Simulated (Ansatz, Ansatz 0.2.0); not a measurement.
# Elastic constants of hcp titanium with PBEsol: smearing matters more than mesh or cutoff

## The measurement

The reference is a set of five single-crystal elastic constants of pure titanium, obtained by ultrasonic measurement. They are quoted as earlier literature values, for comparison, in "Diffraction-based determination of single-crystal elastic constants of polycrystalline titanium alloys" (2019, PubMed Central 6782078). Sound velocities along chosen crystal directions give the stiffnesses through the density, so the quantity matches what a strained-cell calculation returns. No temperature is given with the values; we take them to be room-temperature data. That matters for titanium, whose elastic constants change markedly on cooling: C11, C33 and C44 rise, C12 falls and C13 hardly moves.

| compared with | measured | source's wording or label | method |
| --- | --- | --- | --- |
| C11 (GPa) | 162 | C11 | ultrasonic |
| C12 (GPa) | 92 | C12 | ultrasonic |
| C13 (GPa) | 69 | C13 | ultrasonic |
| C33 (GPa) | 181 | C33 | ultrasonic |
| C44 (GPa) | 47 | C44 | ultrasonic |

Conditions are those given with the value in the passage it was taken from; "not stated" means there, and the paper may say more elsewhere. The values are a selection: others may have been left out beforehand as unlike or outlying.

## Model and target

The aim is to find the lightest settings that give reliable elastic constants for α-titanium, using the nonmagnetic two-atom hcp cell. The working level is PBEsol with the cell relaxed at the same level. Stiffness depends strongly on volume, and PBEsol was designed to give good equilibrium volumes of solids; PBE is the natural alternative for a 3d metal and will serve for scale at the end.

Success against experiment means each of C11, C12, C13, C33 and C44 within 10 %. This is a choice suited to semilocal functionals, whose errors in elastic constants are commonly of that order, and to a static calculation set beside warm-crystal data. For the numerical settings we ask for more: a change of no more than 3 % in any constant against the densest mesh, so that numerical noise stays well below the error being judged.

The k mesh comes first, since a transition metal's Fermi surface responds to small strains. Smearing, strain amplitude and cutoff follow, and then the functional.

System: Ti (titanium), hcp alpha; P6_3/mmc (No. 194), 2 atoms in the primitive cell; the database structure is a diffraction structure: a = 2.950 Å, c = 4.680 Å; structure from the Crystallography Open Database.

## 1. How dense a k mesh

Three meshes at otherwise equal settings, from 15×15×8 through 30×30×16 to 39×39×20, span the range from cheap to generous. We expect the two denser ones to agree within the 3 % tolerance and the coarse one to fail first in C44 or C12, where differences between strained band energies weigh most.

**Run 1.** Ansatz 0.2.0: PBEsol, cell and atoms relaxed in a first step at this level from the database structure (its input isn't shown), PAW set soft_2, cutoff 420 eV (default), 15x15x8 k mesh, Methfessel-Paxton smearing 0.25 eV; elastic constants by two-point finite strains with relaxed ions, amplitude 0.01.

Key lines of the input:
```
crystal:
  # lattice and atoms
kpoints:
  mp_grid: { grid: [15, 15, 8] }
hamiltonian:
  xc: pbesol
scf:
  occupations: { method: methfessel_paxton, width: 0.25 }
output:
  forces: true
  stress: true
elastic:
  mode: relaxed_ion
  stencil: two_point
  amplitude: 0.01
```

Command:
```
ansatz run input.yaml --threads 4 --pin off --max-ram 16384MiB --backend cpu --events-out ev --progress --plain --runs-dir out
```

Selected lines of the output:
```
  C = ∂σ_k/∂η_j (tension-positive GPa; Voigt order 11 22 33 23 13 12):
        82.697     82.697    199.481      0.000      0.000      0.000
        -0.000     -0.000     -0.000      0.000      0.000     38.182
  mechanically stable: yes (min eigenvalue of sym C = 38.18 GPa)
```

Converged; 53 s on 4 cores of Arm Neoverse V1, shared host. Warnings: insufficient_empty_bands (in short: The highest solved band still holds noticeable occupation, or states above the solved bands would hold electrons, so more empty bands are needed).

**Run 2.** Ansatz 0.2.0: PBEsol, cell and atoms relaxed in a first step at this level from the database structure (its input isn't shown), PAW set soft_2, cutoff 420 eV (default), 30x30x16 k mesh, Methfessel-Paxton smearing 0.25 eV; elastic constants by two-point finite strains with relaxed ions, amplitude 0.01.

Key lines of the input, as changed from run 1:
```diff
  kpoints:
-   mp_grid: { grid: [15, 15, 8] }
+   mp_grid: { grid: [30, 30, 16] }
```

Selected lines of the output:
```
  C = ∂σ_k/∂η_j (tension-positive GPa; Voigt order 11 22 33 23 13 12):
       174.952     98.639     82.071      0.000      0.000     -0.000
        82.125     82.125    201.520      0.000      0.000     -0.000
         0.000     -0.000     -0.000      0.000      0.000     38.157
  mechanically stable: yes (min eigenvalue of sym C = 38.16 GPa)
```

Converged; 5.9 min of wall time. Warnings: insufficient_empty_bands.

**Run 3.** Ansatz 0.2.0: PBEsol, cell and atoms relaxed in a first step at this level from the database structure (its input isn't shown), PAW set soft_2, cutoff 420 eV (default), 39x39x20 k mesh, Methfessel-Paxton smearing 0.25 eV; elastic constants by two-point finite strains with relaxed ions, amplitude 0.01.

Key lines of the input, as changed from run 1:
```diff
  kpoints:
-   mp_grid: { grid: [15, 15, 8] }
+   mp_grid: { grid: [39, 39, 20] }
```

Selected lines of the output:
```
  C = ∂σ_k/∂η_j (tension-positive GPa; Voigt order 11 22 33 23 13 12):
        82.127     82.127    201.514      0.000      0.000      0.000
        -0.000      0.000      0.000      0.000      0.000     38.156
  mechanically stable: yes (min eigenvalue of sym C = 38.16 GPa)
```

Converged; 7.8 min on 4 cores of Arm Neoverse V2, shared host. Warnings: insufficient_empty_bands.

| quantity | run 1 | run 2 | run 3 | measured |
| --- | --- | --- | --- | --- |
| C11 (GPa) | 174.9 | 175.0 | 174.9 | 162 |
| C12 (GPa) | 98.5 | 98.6 | 98.6 | 92 |
| C13 (GPa) | 82.7 | 82.1 | 82.1 | 69 |
| C33 (GPa) | 199.5 | 201.5 | 201.5 | 181 |
| C44 (GPa) | 41.2 | 41.0 | 41.0 | 47 |
| conventional cell volume (Å³) | 33.44 | 33.43 | 33.43 |  |
| pressure (GPa) | 0.00852 | 0.00829 | 0.00828 |  |

The coarse mesh is good enough at this smearing. Going from 15×15×8 to 39×39×20 changes C33 by 1.0 % and the other constants by less, well inside the 3 % tolerance. We had expected C44 or C12 to suffer first, but both stay within half a per cent. Between the two denser meshes nothing moves by more than about 0.01 GPa, so 30×30×16 is a safe base for the remaining tests. The coarse run took under a minute, the 30×30×16 run about six.

Against experiment C11 and C12 pass, at 8 % and 7 % too high. C13 is 19 % too high, C33 misses by 11 % and C44 is 13 % too low. A denser mesh will not mend these misses.

All three runs warn that the highest solved band still holds noticeable occupation, or that states above it would hold electrons. Agreement between meshes says nothing about that error, since the runs share it.

## 2. Smearing, strain amplitude and cutoff

A width of 0.25 eV is broad for a metal with d bands at the Fermi level, and it may be what makes the coarse mesh look so good. Reducing it to 0.1 eV tests this and should also put less charge into the highest bands. We expect it to matter most of the three, with C44 the likeliest to respond. Halving the strain amplitude checks the finite differences, and a cutoff of 550 eV checks the basis; that last run uses a 24×24×14 mesh, which the mesh test makes a minor difference.

**Run 4.** Ansatz 0.2.0: PBEsol, cell and atoms relaxed in a first step at this level from the database structure (its input isn't shown), PAW set soft_2, cutoff 420 eV (default), 30x30x16 k mesh, Methfessel-Paxton smearing 0.1 eV; elastic constants by two-point finite strains with relaxed ions, amplitude 0.01.

Key lines of the input, as changed from run 2:
```diff
  scf:
-   occupations: { method: methfessel_paxton, width: 0.25 }
+   occupations: { method: methfessel_paxton, width: 0.1 }
```

Selected lines of the output:
```
  C = ∂σ_k/∂η_j (tension-positive GPa; Voigt order 11 22 33 23 13 12):
       186.154     87.320     82.661     -0.000     -0.000     -0.000
         0.000     -0.000     -0.000     -0.000      0.000     49.417
```

Converged; 4.1 min of wall time.

**Run 5.** Ansatz 0.2.0: PBEsol, cell and atoms relaxed in a first step at this level from the database structure (its input isn't shown), PAW set soft_2, cutoff 420 eV (default), 30x30x16 k mesh, Methfessel-Paxton smearing 0.25 eV; strain amplitude 0.005; elastic constants by two-point finite strains with relaxed ions.

Key lines of the input, as changed from run 2:
```diff
  elastic:
-   amplitude: 0.01
+   amplitude: 0.005
```

Converged; 4 min of wall time. Warnings: insufficient_empty_bands.

**Run 6.** Ansatz 0.2.0: PBEsol, cell and atoms relaxed in a first step at this level from the database structure (its input isn't shown), PAW set soft_2, cutoff 550 eV, 24x24x14 k mesh, Methfessel-Paxton smearing 0.25 eV; elastic constants by two-point finite strains with relaxed ions, amplitude 0.01.

Key lines of the input, as changed from run 1:
```diff
  kpoints:
-   mp_grid: { grid: [15, 15, 8] }
+   mp_grid: { grid: [24, 24, 14] }
+ basis:
+   ecutwfc: 550.0
```

Selected lines of the output:
```
  C = ∂σ_k/∂η_j (tension-positive GPa; Voigt order 11 22 33 23 13 12):
        -0.000      0.000      0.000      0.000      0.000     38.179
  mechanically stable: yes (min eigenvalue of sym C = 38.18 GPa)
```

Converged; 3 min of wall time. Warnings: insufficient_empty_bands.

| quantity | run 4 | run 5 | run 6 | measured |
| --- | --- | --- | --- | --- |
| C11 (GPa) | 186.2 | 174.9 | 175.0 | 162 |
| C12 (GPa) | 87.3 | 98.8 | 98.6 | 92 |
| C13 (GPa) | 82.7 | 82.0 | 82.0 | 69 |
| C33 (GPa) | 199.7 | 201.5 | 201.5 | 181 |
| C44 (GPa) | 43.5 | 41.0 | 41.0 | 47 |
| conventional cell volume (Å³) | 33.44 | 33.43 | 33.43 |  |
| pressure (GPa) | 0.00818 | 0.00830 | 0.00383 |  |

Smearing is the setting that matters. Narrowing it from 0.25 to 0.1 eV raises C11 by 6 %, lowers C12 by 11 % and raises C44 by 6 %. We had thought C44 the likeliest to respond, but C12 responds more strongly. The sum C11 + C12 hardly moves, so the change in the basal plane is almost purely one of shear: C66, half the difference of the two, rises from 38.2 to 49.4 GPa. The volume stays the same. The warning about empty bands also disappears at 0.1 eV, so the shift may contain an error from missing bands at 0.25 eV as well as the broadening itself; these runs don't separate the two.

This limits the first result. The mesh test showed convergence towards the answer for 0.25 eV, and its approval of 15×15×8 can't be carried over to the narrower width. The comparison with experiment changes too: C11 is now 15 % too high and fails, C44 passes at 7 % too low, C12 still passes, C33 misses narrowly at 10.3 % and C13 remains 20 % too high.

Halving the strain amplitude and raising the cutoff to 550 eV each leave every constant within about 0.1 GPa of the 30×30×16 run at 0.25 eV. The default cutoff and an amplitude of 0.01 are sufficient there.

## 3. Volume and functional for scale

C13 and C33 are too high at both widths, and the relaxed PBEsol cell is between 5 and 6 % smaller in volume than the diffraction cell. PBEsol in the diffraction cell shows how much of the excess comes from that compression, and PBE in its own relaxed cell gives the scale of the functional. Both use 0.25 eV, so they are to be compared with the PBEsol run at that width and read for differences, not for final values. We expect both to lower C13 and C33 clearly.

**Run 7.** Ansatz 0.2.0: PBEsol, atoms relaxed in the database cell, PAW set soft_2, cutoff 420 eV (default), 30x30x16 k mesh, Methfessel-Paxton smearing 0.25 eV; elastic constants by two-point finite strains with relaxed ions, amplitude 0.01.

Key lines of the input, as changed from run 1:
```diff
  kpoints:
-   mp_grid: { grid: [15, 15, 8] }
+   mp_grid: { grid: [30, 30, 16] }
```

Selected lines of the output:
```
  C = ∂σ_k/∂η_j (tension-positive GPa; Voigt order 11 22 33 23 13 12):
        -0.000      0.000     -0.000     -0.000      0.000     38.259
  mechanically stable: yes (min eigenvalue of sym C = 38.26 GPa)
```

Converged; 4.6 min of wall time.

**Run 8.** Ansatz 0.2.0: PBE, cell and atoms relaxed in a first step at this level from the database structure (its input isn't shown), PAW set soft_2, cutoff 420 eV (default), 30x30x16 k mesh, Methfessel-Paxton smearing 0.25 eV; elastic constants by two-point finite strains with relaxed ions, amplitude 0.01.

Key lines of the input, as changed from run 2:
```diff
  hamiltonian:
-   xc: pbesol
+   xc: pbe
```

Selected lines of the output:
```
  C = ∂σ_k/∂η_j (tension-positive GPa; Voigt order 11 22 33 23 13 12):
         0.000     -0.000      0.000     -0.000      0.000     39.579
  mechanically stable: yes (min eigenvalue of sym C = 39.58 GPa)
```

Converged; 4.8 min of wall time.

| quantity | run 7 | run 8 | measured |
| --- | --- | --- | --- |
| C11 (GPa) | 152.9 | 169.1 | 162 |
| C12 (GPa) | 76.4 | 89.9 | 92 |
| C13 (GPa) | 63.9 | 75.3 | 69 |
| C33 (GPa) | 171.0 | 190.6 | 181 |
| C44 (GPa) | 40.8 | 42.8 | 47 |
| conventional cell volume (Å³) | – | 34.76 |  |
| pressure (GPa) | −5.81806 | 0.00814 |  |

Both runs lower C13 and C33, as we had supposed. In the diffraction cell PBEsol gives 18 GPa less for C13 and 30 GPa less for C33 than in its own cell, while C44 and C66 barely change. The excess in these two constants is therefore tied largely to the small PBEsol cell. The diffraction cell is no remedy, however: it is under a tension of 5.8 GPa at this level, which itself enters the stress-strain coefficients, and C12 drops to 17 % below experiment while C44 stays 13 % low.

PBE in its relaxed cell has all five constants within 10 % at 0.25 eV, with C13 9 % too high and C44 9 % too low. That pass is provisional. For PBEsol the narrower smearing moved C11 and C12 by more than 10 GPa each, and the PBE values have no corresponding test in this report. We don't carry the PBEsol shifts over to PBE, so whether the pass survives at 0.1 eV is open.

Neither run carries the warning about empty bands, yet C66 remains at 38.3 and 39.6 GPa, close to the relaxed PBEsol value at the same width and far from the 49.4 GPa at 0.1 eV. This suggests that the broadening, more than missing bands, holds C66 down, though the differing cells and functional keep it from being a clean test.

## Collected results

| run | settings | C11 (GPa) | C12 (GPa) | C13 (GPa) | C33 (GPa) | C44 (GPa) | mean abs. dev. of these columns (%) | cost |
| --- | --- | --- | --- | --- | --- | --- | --- | --- |
| 1 | PBEsol, cutoff 420 eV (default), 15x15x8 k mesh, Methfessel-Paxton smearing 0.25 eV, amplitude 0.01 | 174.9 | 98.5 | 82.7 | 199.5 | 41.2 | 11.5 | 3.5 core-min |
| 2 | PBEsol, cutoff 420 eV (default), 30x30x16 k mesh, Methfessel-Paxton smearing 0.25 eV, amplitude 0.01 | 175.0 | 98.6 | 82.1 | 201.5 | 41.0 | 11.7 | 23 core-min |
| 3 | PBEsol, cutoff 420 eV (default), 39x39x20 k mesh, Methfessel-Paxton smearing 0.25 eV, amplitude 0.01 | 174.9 | 98.6 | 82.1 | 201.5 | 41.0 | 11.7 | 31 core-min |
| 4 | PBEsol, cutoff 420 eV (default), 30x30x16 k mesh, Methfessel-Paxton smearing 0.1 eV, amplitude 0.01 | 186.2 | 87.3 | 82.7 | 199.7 | 43.5 | 11.5 | 16 core-min |
| 5 | PBEsol, cutoff 420 eV (default), 30x30x16 k mesh, Methfessel-Paxton smearing 0.25 eV, strain amplitude 0.005 | 174.9 | 98.8 | 82.0 | 201.5 | 41.0 | 11.6 | 16 core-min |
| 6 | PBEsol, cutoff 550 eV, 24x24x14 k mesh, Methfessel-Paxton smearing 0.25 eV, amplitude 0.01 | 175.0 | 98.6 | 82.0 | 201.5 | 41.0 | 11.6 | 12 core-min |
| 7 | PBEsol, atoms relaxed in the database cell, cutoff 420 eV (default), 30x30x16 k mesh, Methfessel-Paxton smearing 0.25 eV, amplitude 0.01 | 152.9 | 76.4 | 63.9 | 171.0 | 40.8 | 9.7 | 18 core-min |
| 8 | PBE, cutoff 420 eV (default), 30x30x16 k mesh, Methfessel-Paxton smearing 0.25 eV, amplitude 0.01 | 169.1 | 89.9 | 75.3 | 190.6 | 42.8 | 6.0 | 19 core-min |
|  | measured | 162 | 92 | 69 | 181 | 47 |  |  |

Further runs on the same system, made beside this series (convergence steps with loose settings among them):

| further | settings | C11 (GPa) | C12 (GPa) | C13 (GPa) | C33 (GPa) | C44 (GPa) | mean abs. dev. of these columns (%) | cost | status |
| --- | --- | --- | --- | --- | --- | --- | --- | --- | --- |
| F1 | r2SCAN, cutoff 500 eV (default), 24x24x14 k mesh, Methfessel-Paxton smearing 0.25 eV, amplitude 0.01 | 186.1 | 91.8 | 76.1 | 198.8 | 51.5 | 8.9 | 21 core-min |  |
| F2 | BLYP, cutoff 420 eV (default), 24x24x14 k mesh, Methfessel-Paxton smearing 0.25 eV, amplitude 0.01 | 157.4 | 82.1 | 74.8 | 174.0 | 36.5 | 9.6 | 12 core-min |  |
| F3 | LDA, cutoff 420 eV (default), 30x30x16 k mesh, Methfessel-Paxton smearing 0.25 eV, amplitude 0.01 | 175.6 | 109.2 | 91.6 | 208.7 | 34.7 | 20.3 | 18 core-min |  |
| F4 | PBEsol, cutoff 420 eV (default), 21x21x12 k mesh, Methfessel-Paxton smearing 0.25 eV, amplitude 0.01 | 174.9 | 98.6 | 82.2 | 201.2 | 41.0 | 11.6 | 9 core-min | warnings: insufficient_empty_bands |
|  | measured | 162 | 92 | 69 | 181 | 47 |  |  |  |

## Outcome

PBEsol in its own relaxed cell misses the 10 % target. With 0.1 eV smearing, C12 and C44 pass, C11 is 15 % and C13 20 % too high, and C33 misses narrowly. That run took 16 core-minutes.

**Recommended for now:** 420 eV cutoff, strain amplitude 0.01, 30×30×16 mesh, 0.1 eV smearing. The lightest adequate combination remains unsettled, because neither a narrower width nor a second mesh at 0.1 eV is shown in this report.

**Don't use 0.25 eV smearing.** Narrowing it moved C12 by 11 % and C11 and C44 by 6 %, far beyond our 3 % tolerance. At 0.25 eV even 15×15×8 looks converged, at 3.5 core-minutes, but to values that the width has shifted. Smearing should have been tested before the mesh. The 39×39×20 mesh gained nothing over 30×30×16; the smaller strain and higher cutoff only confirmed the defaults at that width.

The high C13 and C33 go largely with PBEsol's small cell: both fall strongly in the diffraction cell, though that cell is under tension. The measured values are taken to be room-temperature data; cold-crystal values would reduce the excess in C11 and C33, leave C13 almost as it is and widen the shortfall in C44.

The choice of functional matters as much as the smearing. At 0.25 eV, PBE has all five constants within 10 %, while LDA, BLYP and r2SCAN each miss at least one. We don't recommend PBE on that result yet: its smearing error is not shown in this report, and its C44, already 9 % low, would compare worse with a cold crystal. PBE at a narrower width is the natural next calculation.

[Logs are printed without paths, hosts, clocks, repeated set-up lines and the standing remarks that a program may print on its own settings, such as how far it seeks lower states.]

[The runs shown are a pick from a larger set of finished runs; failed, doubtful and other runs were left out of it ahead of writing. So were measured values far from every level or from commonly accepted values, and agreement can look better than it is. Lines of input and output are excerpts and may be shortened.]
